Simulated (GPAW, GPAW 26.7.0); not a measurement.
# Cd 3d binding energy of cadmium metal: core-hole calculations with semilocal functionals fall more than 2 eV short

## Reference data

The reference is the 3d photoemission line of cadmium metal, taken from the handbook table "Electron binding energies" (2001, X-Ray Data Booklet, Lawrence Berkeley National Laboratory, Table 1-1; from Fuggle and Martensson, J. Electron Spectrosc. Relat. Phenom. 21, 275 (1980)). The table gives 405.2 eV for the 3d5/2 line, counted from the Fermi level. Our calculation does not split the core level by spin-orbit coupling, so we compare with the multiplicity-weighted centre of the doublet. With the splitting from the same table this centre lies 2.68 eV deeper, at 407.88 eV. The handbook value is quoted from earlier work, and temperature and sample preparation are not given with it. In our own judgement it is a standard value for the clean metal, on the upper side of the accepted range.

| compared with | measured | source's wording or label | method |
| --- | --- | --- | --- |
| Cd 3d (eV) | 407.88 | formed from the printed 405.2 eV (Cd 3d5/2 of the metal against the Fermi level) | photoemission, handbook table |

Conditions are those given with the value in the passage it was taken from; "not stated" means there, and the paper may say more elsewhere. The values are a selection: others may have been left out beforehand as unlike or outlying.

## Method

We look for the cheapest level of theory that gives the Cd 3d binding energy within a quarter of an electronvolt of the reference. Chemical shifts of cadmium core lines are small, the one between metal and oxide included, so an absolute level with a larger error would be of little help in assigning a line. The target is strict for semilocal functionals, whose absolute core levels are commonly off by an electronvolt or more.

The binding energy is the difference in total energy between a cell with a 3d hole, its electron added to the valence, and the same cell without the hole. This includes the screening of the hole by the metal, which a ground-state eigenvalue leaves out. The model is the hexagonal close-packed crystal at its measured cell. The hole is repeated with the cell, so the distance between holes has to be tested along with the k-point mesh, the smearing and the cutoff. We begin with LDA in the two-atom cell, then change the functional and enlarge the cell, and finally examine the spin treatment of the hole.

System: Cd (Cadmium); space group P6_3/mmc, 2 atoms in the base cell, measured (COD) cell.

On the selection of runs and values: Besides any runs that a report passes over, these were set aside when the results were gathered: 1 cell relaxed under the stress of an incomplete basis.

## 1. LDA in the primitive cell

The primitive cell with LDA is the lightest starting point. The holes are only 3.0 Å apart, with every second atom ionised in its core, so we expect a first estimate of the level and no converged value.

**Run 1.** GPAW 26.7.0: LDA; 2-atom cell, holes 3.0 A apart; electron kept in the cell (mesh 12x12x6, cutoff 420 eV, 2 atoms).

Key lines of the input:
```
atoms = Atoms(['Cd', 'Cd'],
              cell=[[2.97887, 0.0, 0.0], [-1.489435, 2.579777, 0.0], [0.0, 0.0, 5.61765]],
              scaled_positions=[[0.333333, 0.666667, 0.25], [0.666667, 0.333333, 0.75]],
              pbc=(True, True, True))
params = dict(mode=PW(420),
              xc='LDA',
              kpts={'size': (12, 12, 6), 'gamma': True},
              occupations=FermiDirac(0.08),
              nbands=-8,
              maxiter=200,
              txt='gs.txt')
hole.calc = GPAW(**{**params, 'charge': -1, 'txt': f'hole{i}.txt', 'setups': {**params.get('setups', {}), i: 'hole' + params.get('setups', {}).get(atoms[i].symbol, '')}})
out['levels'][i] = hole.get_potential_energy(force_consistent=True) + hole.calc.get_reference_energy() - e0
```

Command:
```
gpaw-setup -f LDA Cd > setup.log
gpaw-setup -f LDA --core-hole=3d,1.0 --name=hole Cd > setup.log
OMP_NUM_THREADS=1 mpirun -n 4 gpaw python run.py > run.log
```

Selected lines of the output:
```
Fermi level: 7.388
[energy with the hole less without, eV] Cd 1 3d: 405.522
```

Converged; 44 s on 4 cores of Arm Neoverse V2, shared host.

| quantity | run 1 | measured | deviation |
| --- | --- | --- | --- |
| Cd 3d (eV) | 405.52 | 407.88 | −2.36 |
| volume an atom (Å³) | 21.59 |  |  |

LDA places the level at 405.52 eV, 2.36 eV short of the reference. The number lies close to the tabulated 3d5/2 line, but that is no agreement, since the calculated level has to be compared with the centre of the doublet. How much of the deficit belongs to the functional and how much to the crowded holes cannot be told from one run.

## 2. PBE in the same cell

We change only the functional, which costs little in a two-atom cell. Gradient corrections alter the exchange energy of the compact 3d shell, and we expect a shift of some tenths of an electronvolt or more, without a firm expectation that it closes the gap.

**Run 2.** GPAW 26.7.0: PBE; 2-atom cell, holes 3.0 A apart; electron kept in the cell (mesh 12x12x6, cutoff 420 eV, 2 atoms).

Key lines of the input, as changed from run 1:
```diff
  params = dict(mode=PW(420),
-               xc='LDA',
+               xc='PBE',
```

Command:
```
gpaw-setup -f PBE Cd > setup.log
gpaw-setup -f PBE --core-hole=3d,1.0 --name=hole Cd > setup.log
OMP_NUM_THREADS=1 mpirun -n 4 gpaw python run.py > run.log
```

Selected lines of the output:
```
Fermi level: 7.809
[energy with the hole less without, eV] Cd 1 3d: 405.428
```

Converged; 45 s on the same hardware.

| quantity | run 2 | measured | deviation |
| --- | --- | --- | --- |
| Cd 3d (eV) | 405.43 | 407.88 | −2.45 |
| volume an atom (Å³) | 21.59 |  |  |

The gradient correction lowers the level by only 0.09 eV, less than the few tenths we had expected, and slightly away from the reference. The choice between LDA and PBE therefore does not explain a deficit of about 2.4 eV in this cell.

## 3. Holes further apart

The next suspect is the small cell, where the hole's neighbours must screen several holes at once. A six-atom cell sets the holes 5.2 Å apart with PBE and the cutoff unchanged. We expect a visible change, though hardly one of two electronvolts in a metal that screens over short distances.

**Run 3.** GPAW 26.7.0: PBE; 6-atom cell, holes 5.2 A apart; electron kept in the cell (mesh 8x6x8, cutoff 420 eV, 6 atoms).

Key lines of the input:
```
atoms = Atoms(['Cd', 'Cd', 'Cd', 'Cd', 'Cd', 'Cd'],
              cell=[[-4.468305, 2.579777, 0.0], [0.0, 0.0, 5.61765], [0.0, 5.159554, 0.0]],
              scaled_positions=[[0.0, 0.25, 0.333333], [0.333333, 0.25, 0.666667], [0.666667, 0.25, 0.0], [0.666667, ...],
              pbc=(True, True, True))
params = dict(mode=PW(420),
              xc='PBE',
              kpts={'size': (8, 6, 8), 'gamma': True},
              occupations=FermiDirac(0.08),
              nbands=-8,
              maxiter=200,
              txt='gs.txt')
hole.calc = GPAW(**{**params, 'charge': -1, 'txt': f'hole{i}.txt', 'setups': {**params.get('setups', {}), i: 'hole' + params.get('setups', {}).get(atoms[i].symbol, '')}})
out['levels'][i] = hole.get_potential_energy(force_consistent=True) + hole.calc.get_reference_energy() - e0
```

Selected lines of the output:
```
Free energy:      -5.223536
Fermi level: 7.724
[energy with the hole less without, eV] Cd 1 3d: 405.439
```

Converged; 2 min on 4 cores of Arm Neoverse V1, shared host.

| quantity | run 3 | measured | deviation |
| --- | --- | --- | --- |
| Cd 3d (eV) | 405.44 | 407.88 | −2.44 |
| volume an atom (Å³) | 21.59 |  |  |

Moving the holes from 3.0 to 5.2 Å apart changes the level by only 0.01 eV, so crowding at these distances does not explain the deficit. The small change is not yet proof of convergence, however. Both cells describe the same crystal without the hole, yet their Fermi levels, 7.809 and 7.724 eV, differ by 0.085 eV, which points to the different k-point meshes. An error of that kind can enter the binding energy and hide part of a real effect of the hole distance.

## 4. Denser mesh and higher cutoff

We therefore test the six-atom cell with a denser k-point mesh and, separately, with a cutoff raised by 40 %. We expect the mesh to matter at the level of a tenth of an electronvolt at most and the cutoff less, since the energy of the compact core region largely cancels between the two cells.

**Run 4.** GPAW 26.7.0: PBE, another k-point mesh; 6-atom cell, holes 5.2 A apart; electron kept in the cell (mesh 12x10x12, cutoff 420 eV, 6 atoms).

Key lines of the input, as changed from run 3:
```diff
  params = dict(mode=PW(420),
-               kpts={'size': (8, 6, 8), 'gamma': True},
+               kpts={'size': (12, 10, 12), 'gamma': True},
```

Selected lines of the output:
```
Fermi level: 7.729
[energy with the hole less without, eV] Cd 1 3d: 405.423
```

Converged; 9.7 min on 4 cores of Intel Xeon Platinum 8259CL at 2.50GHz (Skylake/Cascade Lake), shared host.

**Run 5.** GPAW 26.7.0: PBE, cutoff at 140 % of the usual; 6-atom cell, holes 5.2 A apart; electron kept in the cell (mesh 8x6x8, cutoff 588 eV, 6 atoms).

Key lines of the input, as changed from run 3:
```diff
- params = dict(mode=PW(420),
+ params = dict(mode=PW(588),
```

Selected lines of the output:
```
Free energy:      -5.608320
[energy with the hole less without, eV] Cd 1 3d: 405.436
```

Converged; 2.1 min on 4 cores of Intel Xeon Platinum 8488C (Sapphire Rapids), shared host.

| quantity | run 4 | run 5 | measured |
| --- | --- | --- | --- |
| Cd 3d (eV) | 405.42 | 405.44 | 407.88 |
| volume an atom (Å³) | 21.59 | 21.59 |  |

Neither setting matters at the scale of the deficit. The denser mesh lowers the level by 0.016 eV and the higher cutoff by 0.003 eV. The free energy of the six-atom cell without the hole drops by about 0.38 eV with the higher cutoff, but nearly all of this cancels in the difference between the cells with and without the hole.

The denser mesh also shifts the Fermi level of the six-atom cell by only 0.005 eV. The disagreement with the primitive cell thus most likely comes from the mesh used there, and the near-identical levels at the two hole distances remain a weak test of that distance.

## 5. Two other gradient-corrected functionals

With mesh and cutoff cleared, we return to the functional. PBEsol and RPBE cost about as much as PBE and change its exchange part in opposite directions, so together they show how far the level depends on the form of the gradient correction. From the small step between LDA and PBE we expect shifts of a few tenths of an electronvolt at most, well short of what is missing.

**Run 6.** GPAW 26.7.0: PBEsol; 6-atom cell, holes 5.2 A apart; electron kept in the cell (mesh 8x6x8, cutoff 420 eV, 6 atoms).

Key lines of the input, as changed from run 3:
```diff
  params = dict(mode=PW(420),
-               xc='PBE',
+               xc='PBEsol',
```

Command:
```
gpaw-setup -f PBEsol Cd > setup.log
gpaw-setup -f PBEsol --core-hole=3d,1.0 --name=hole Cd > setup.log
OMP_NUM_THREADS=1 mpirun -n 4 gpaw python run.py > run.log
```

Selected lines of the output:
```
[energy with the hole less without, eV] Cd 1 3d: 405.374
```

Converged; 2.1 min on 4 cores of Arm Neoverse V1, shared host.

**Run 7.** GPAW 26.7.0: RPBE; 6-atom cell, holes 5.2 A apart; electron kept in the cell (mesh 8x6x8, cutoff 420 eV, 6 atoms).

Key lines of the input, as changed from run 3:
```diff
  params = dict(mode=PW(420),
-               xc='PBE',
+               xc='RPBE',
```

Command:
```
gpaw-setup -f RPBE Cd > setup.log
gpaw-setup -f RPBE --core-hole=3d,1.0 --name=hole Cd > setup.log
OMP_NUM_THREADS=1 mpirun -n 4 gpaw python run.py > run.log
```

Selected lines of the output:
```
[energy with the hole less without, eV] Cd 1 3d: 405.447
```

Converged; 96 s on 4 cores of Arm Neoverse V2, shared host.

| quantity | run 6 | run 7 | measured |
| --- | --- | --- | --- |
| Cd 3d (eV) | 405.37 | 405.45 | 407.88 |
| volume an atom (Å³) | 21.59 | 21.59 |  |

PBEsol lowers the level by 0.065 eV against PBE and RPBE raises it by 0.008 eV. The three gradient-corrected functionals thus lie within 0.08 eV of each other and all about 2.4 to 2.5 eV below the reference. Changing the form of the gradient correction does not touch the main part of the deficit, which all three runs share.

## 6. A spin-polarised hole

So far the hole has been spread equally over both spins, which leaves out the exchange energy of the unpaired core electron. Putting the hole in one spin channel is physically better founded and costs more, as both spins must be treated. The missing exchange energy makes the state with the hole too high, so we expect the level to fall and the deficit to grow. We make the run because the present value may owe part of its closeness to this omission.

**Run 8.** GPAW 26.7.0: PBE with two spins; 6-atom cell, holes 5.2 A apart; electron kept in the cell (mesh 8x6x8, cutoff 420 eV, 6 atoms).

Key lines of the input, as changed from run 3:
```diff
  atoms = Atoms(['Cd', 'Cd', 'Cd', 'Cd', 'Cd', 'Cd'],
-               pbc=(True, True, True))
+               pbc=(True, True, True),
+               magmoms=[0.1, 0.1, 0.1, 0.1, 0.1, 0.1])
  params = dict(mode=PW(420),
-               txt='gs.txt')
+               txt='gs.txt',
+               mixer=MixerDif(0.05, 8, 80))
```

Selected lines of the output:
```
Free energy:      -5.223542
Fermi level: 7.724
[energy with the hole less without, eV] Cd 1 3d: 404.731
```

Converged; 12 min on 4 cores of Intel Xeon at 2.50GHz (Skylake/Cascade Lake), shared host.

| quantity | run 8 | measured | deviation |
| --- | --- | --- | --- |
| Cd 3d (eV) | 404.73 | 407.88 | −3.15 |
| volume an atom (Å³) | 21.59 |  |  |

With the hole in one spin channel the level falls by 0.708 eV to 404.73 eV, and the deficit grows to 3.15 eV. The free energy of the cell without the hole agrees with that of the unpolarised run to within 0.00001 eV, so the metal itself has stayed non-magnetic and the whole change comes from the state with the hole. The smaller deficit of the spin-paired runs therefore rested in part on a cancellation of errors.

## 7. A larger cell and a broader smearing

Two numerical points still bear on the miss: the distance between holes, so far tested only weakly, and the smearing, which enters through the entropy term and the Fermi level. We test both with the spin-paired hole, which is cheaper, using a 16-atom cell with holes 7.6 Å apart and, separately, the six-atom cell with a Fermi-Dirac width of 0.2 eV. We expect changes of at most about a tenth of an electronvolt from either.

**Run 9.** GPAW 26.7.0: PBE; 16-atom cell, holes 7.6 A apart; electron kept in the cell (mesh 6x6x6, cutoff 420 eV, 16 atoms).

Selected lines of the output:
```
Fermi level: 7.741
[energy with the hole less without, eV] Cd 1 3d: 405.412
```

Converged; 21 min on 4 cores of Arm Neoverse V1, shared host.

**Run 10.** GPAW 26.7.0: PBE, Fermi-Dirac width 0.2 eV; 6-atom cell, holes 5.2 A apart; electron kept in the cell (mesh 8x6x8, cutoff 420 eV, 6 atoms).

Key lines of the input, as changed from run 3:
```diff
  params = dict(mode=PW(420),
-               occupations=FermiDirac(0.08),
+               occupations=FermiDirac(0.2),
```

Selected lines of the output:
```
[energy with the hole less without, eV] Cd 1 3d: 405.400
```

Converged; 1.7 min on 4 cores of Arm Neoverse V2, shared host.

| quantity | run 9 | run 10 | measured |
| --- | --- | --- | --- |
| Cd 3d (eV) | 405.41 | 405.40 | 407.88 |
| volume an atom (Å³) | 21.59 | 21.59 |  |

With the holes 7.6 Å apart the level is 405.41 eV, only 0.011 eV below that of the six-atom cell with the denser mesh. The Fermi levels of these two runs agree to 0.012 eV, so this is a better test of the hole distance than the earlier comparison with the primitive cell. The broader smearing lowers the level by 0.039 eV, the largest of the numerical changes seen so far in the six-atom cell, yet still small against the target.

For the spin-paired hole with PBE, then, hole distance, mesh, cutoff and smearing each move the level by a few hundredths of an electronvolt at most, and the deficit of about 2.4 eV remains. These checks were made with the spin-paired hole and do not carry over strictly to the spin-polarised one, whose deficit is larger still.

## Comparison with experiment

| run | settings | Cd 3d (eV) | deviation | cost |
| --- | --- | --- | --- | --- |
| 1 | LDA, 2-atom cell, holes 3.0 A apart, electron kept in the cell (mesh 12x12x6, cutoff 420 eV, 2 atoms) | 405.52 | −2.36 | 2.9 core-min |
| 2 | PBE, 2-atom cell, holes 3.0 A apart, electron kept in the cell (mesh 12x12x6, cutoff 420 eV, 2 atoms) | 405.43 | −2.45 | 3 core-min |
| 3 | PBE, 6-atom cell, holes 5.2 A apart, electron kept in the cell (mesh 8x6x8, cutoff 420 eV, 6 atoms) | 405.44 | −2.44 | 8.1 core-min |
| 4 | PBE, another k-point mesh, 6-atom cell, holes 5.2 A apart, electron kept in the cell (mesh 12x10x12, cutoff 420 eV, 6 atoms) | 405.42 | −2.46 | 39 core-min |
| 5 | PBE, cutoff at 140 % of the usual, 6-atom cell, holes 5.2 A apart, electron kept in the cell (mesh 8x6x8, cutoff 588 eV, 6 atoms) | 405.44 | −2.44 | 8.3 core-min |
| 6 | PBEsol, 6-atom cell, holes 5.2 A apart, electron kept in the cell (mesh 8x6x8, cutoff 420 eV, 6 atoms) | 405.37 | −2.51 | 8.3 core-min |
| 7 | RPBE, 6-atom cell, holes 5.2 A apart, electron kept in the cell (mesh 8x6x8, cutoff 420 eV, 6 atoms) | 405.45 | −2.43 | 6.4 core-min |
| 8 | PBE with two spins, 6-atom cell, holes 5.2 A apart, electron kept in the cell (mesh 8x6x8, cutoff 420 eV, 6 atoms) | 404.73 | −3.15 | 47 core-min |
| 9 | PBE, 16-atom cell, holes 7.6 A apart, electron kept in the cell (mesh 6x6x6, cutoff 420 eV, 16 atoms) | 405.41 | −2.47 | 83 core-min |
| 10 | PBE, Fermi-Dirac width 0.2 eV, 6-atom cell, holes 5.2 A apart, electron kept in the cell (mesh 8x6x8, cutoff 420 eV, 6 atoms) | 405.40 | −2.48 | 7 core-min |
|  | measured | 407.88 |  |  |

Further runs on the same system, made beside this series (convergence steps with loose settings among them):

| further | settings | Cd 3d (eV) | deviation | cost |
| --- | --- | --- | --- | --- |
| F1 | PBE, another k-point mesh, 6-atom cell, holes 5.2 A apart, electron kept in the cell (mesh 6x4x6, cutoff 420 eV, 6 atoms) | 405.51 | −2.37 | 3.9 core-min |
| F2 | PBE, cutoff at 70 % of the usual, 6-atom cell, holes 5.2 A apart, electron kept in the cell (mesh 8x6x8, cutoff 294 eV, 6 atoms) | 405.47 | −2.41 | 5.6 core-min |
|  | measured | 407.88 |  |  |

## Discussion

None of the levels tried reaches the target of a quarter of an electronvolt. The physically best-founded run, PBE with the hole in one spin channel, gives 404.73 eV, 3.15 eV below the reference, for 47 core-minutes. With a spin-paired hole the deficit is about 2.4 to 2.5 eV, but this smaller miss rests partly on a cancellation: spin-pairing the hole raises the level by about 0.7 eV, most likely through the omitted exchange energy of the unpaired core electron, though the spin response of the valence electrons is part of that difference too.

The spin treatment was the step that mattered most. LDA, PBEsol and RPBE stay within a tenth of an electronvolt of PBE, so changing among them gained nothing. For the spin-paired hole, the numerical settings are also cleared as the cause. Even a coarser mesh or a lower cutoff moves the level by less than 0.1 eV, and the two-atom PBE cell, at 3 core-minutes, comes within 0.02 eV of the 16-atom cell at 83. Such checks for the spin-polarised level are not shown in this report.

The likely main cause of the deficit is the error of semilocal functionals for deep, compact shells, which can amount to electronvolts. The scalar-relativistic core may contribute too, since its single level need not coincide with the centre of the measured doublet; for a d shell the two agree to first order in the spin-orbit coupling, so this part should be small beside the deficit, but its sign and size are not shown in this report. The reference lies on the upper side of the accepted range, but determinations of one line differ by only a few tenths of an electronvolt, far too little to account for the miss.

How the deficit divides between the functional and the relativistic treatment could not be settled. A hybrid functional with the spin-polarised hole would be the natural next test.

[Logs are printed without paths, hosts, clocks, repeated set-up lines and the standing remarks that a program may print on its own settings, such as how far it seeks lower states.]

[The runs shown are a pick from a larger set of finished runs; failed, doubtful and other runs were left out of it ahead of writing. So were measured values far from every level or from commonly accepted values, and agreement can look better than it is. Lines of input and output are excerpts and may be shortened.]
